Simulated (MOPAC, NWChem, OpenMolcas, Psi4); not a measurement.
Si2H4F2 (SMILES F[SiH2][SiH2]F): the zero-point energy at each level's own minimum, rung by rung

The runs start from one conformer, not always the lowest.

Si2H4F2, singlet, SMILES `F[SiH2][SiH2]F`. Each level relaxes the structure for itself.

Quantity: the zero-point energy at each level's own minimum, in kJ/mol. The values are calculated.

| level | kind | program | value (kJ/mol) |
| --- | --- | --- | --- |
| AM1 | semi-empirical | MOPAC | 101.3 |
| MNDO | semi-empirical | MOPAC | 110.8 |
| MNDOD | semi-empirical | MOPAC | 111.7 |
| PM6-DH+ | semi-empirical | MOPAC | 98.4 |
| HF/3-21G | Hartree–Fock | OpenMolcas | 111.7 |
| HF/6-31G* (Cartesian functions) | Hartree–Fock | OpenMolcas | 114.6 |
| PBE/def2-SVP | GGA | NWChem | 101.6 |
| PBE0-D3(BJ)/def2-SVP | global hybrid | NWChem | 105.3 |
| PBE0-D4/def2-SVP (density fitting) | global hybrid | Psi4 | 105.5 |

Harmonic and unscaled. The values span 98.4 to 114.6 kJ/mol.

Among the ab initio and density-functional levels, the zero-point energy falls from Hartree–Fock through PBE0 to PBE, from 114.6 kJ/mol with the larger Hartree–Fock basis to 101.6 kJ/mol. This is the familiar order of bond stiffness. Without correlation, Hartree–Fock makes the potential wells too steep and the harmonic frequencies too high, whereas a GGA tends to make bonds too soft; exact exchange in the hybrid restores part of the stiffness. The Si–H stretches and the bending modes involving hydrogen probably carry most of the effect, since light atoms dominate the zero-point sum, while the Si–Si and Si–F modes contribute less.

The two Hartree–Fock values also differ noticeably, so basis set matters, though less than the step down to PBE0. The semi-empirical methods follow no such order: MNDO and MNDOD lie near Hartree–Fock, AM1 near PBE, and PM6-DH+ below every other level. The match between MNDOD and HF/3-21G at 111.7 kJ/mol is no sign of similar force fields, because errors in individual modes can cancel in the sum.
